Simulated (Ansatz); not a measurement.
Abstraction of Br: CHBrF2 + C2HF2 → CHF2 + C2HBrF2

Species: CHBrF2 (bromodifluoromethane) `FC(F)Br`, singlet; C2HF2 `F/[C]=C\F`, doublet; CHF2 (difluoromethyl radical) `F[CH]F`, doublet; C2HBrF2 `F/C=C(\F)Br`, singlet. A radical takes Br: the energy is the difference in strength between two C–Br bonds in different surroundings.

Shapes, held fixed at every level: PBE0-D4/def2-TZVP. Programs: Ansatz 0.2.0. Electronic energies: no zero-point or thermal term.

```json
{"level": "HF/def2-TZVPP", "kind": "Hartree–Fock", "ΔE (kJ/mol)": "-32.5", "CPU time (sum over the molecules)": "–"}
{"level": "PBE-D4/def2-TZVPP", "kind": "GGA", "ΔE (kJ/mol)": "-46.6", "CPU time (sum over the molecules)": "22 s"}
{"level": "r2SCAN-D4/def2-TZVPP", "kind": "meta-GGA", "ΔE (kJ/mol)": "-44.0", "CPU time (sum over the molecules)": "47 s"}
{"level": "B3LYP-D4/def2-TZVPP", "kind": "global hybrid", "ΔE (kJ/mol)": "-48.1", "CPU time (sum over the molecules)": "32 s"}
{"level": "PBE0-D4/def2-TZVPP", "kind": "global hybrid", "ΔE (kJ/mol)": "-48.7", "CPU time (sum over the molecules)": "26 s"}
{"level": "wB97X-V/def2-TZVPP", "kind": "range-separated hybrid", "ΔE (kJ/mol)": "-49.2", "CPU time (sum over the molecules)": "76 s"}
{"level": "B2PLYP/def2-TZVPP", "kind": "double hybrid", "ΔE (kJ/mol)": "-49.6", "CPU time (sum over the molecules)": "44 s"}
```

B2PLYP/def2-TZVPP gives ΔE = -49.6 kJ/mol; the levels span -49.6 to -32.5. The median of the levels is -48.1. No measured value is set beside it here. Spin contamination: C2HF2 (⟨S²⟩ up to 0.94). Open shells run unrestricted. Relativity is left out for Br. Outer-core shells of Br are correlated, in sets that cover them unevenly. Times are processor times on shared x86 and Arm servers, and rough.

Bromine transfer to the difluorovinyl radical is downhill in electronic energy at every level, so the C–Br bond formed in the bromoalkene is stronger than the one broken in CHBrF2. The main reason is the hybridisation of the carbon: the vinyl radical keeps its unpaired electron in an in-plane σ orbital rich in s character, where the π bond can offer little delocalisation, and bonding to bromine relieves this high-energy site. In the product, a bromine lone pair can also conjugate weakly with the double bond. Fluorine sits on the reacting carbon in both radicals, so its direct effect partly cancels.

Hartree–Fock stands apart at -32.5 kJ/mol, probably because spin polarisation of the π bond lowers the unrestricted energy of the vinyl radical without a matching gain in the closed-shell product. The correlated and density-functional levels lie much closer together and support a clearly exothermic transfer. The reaction energy alone doesn't show whether bromine abstraction outpaces hydrogen abstraction from the same molecule.
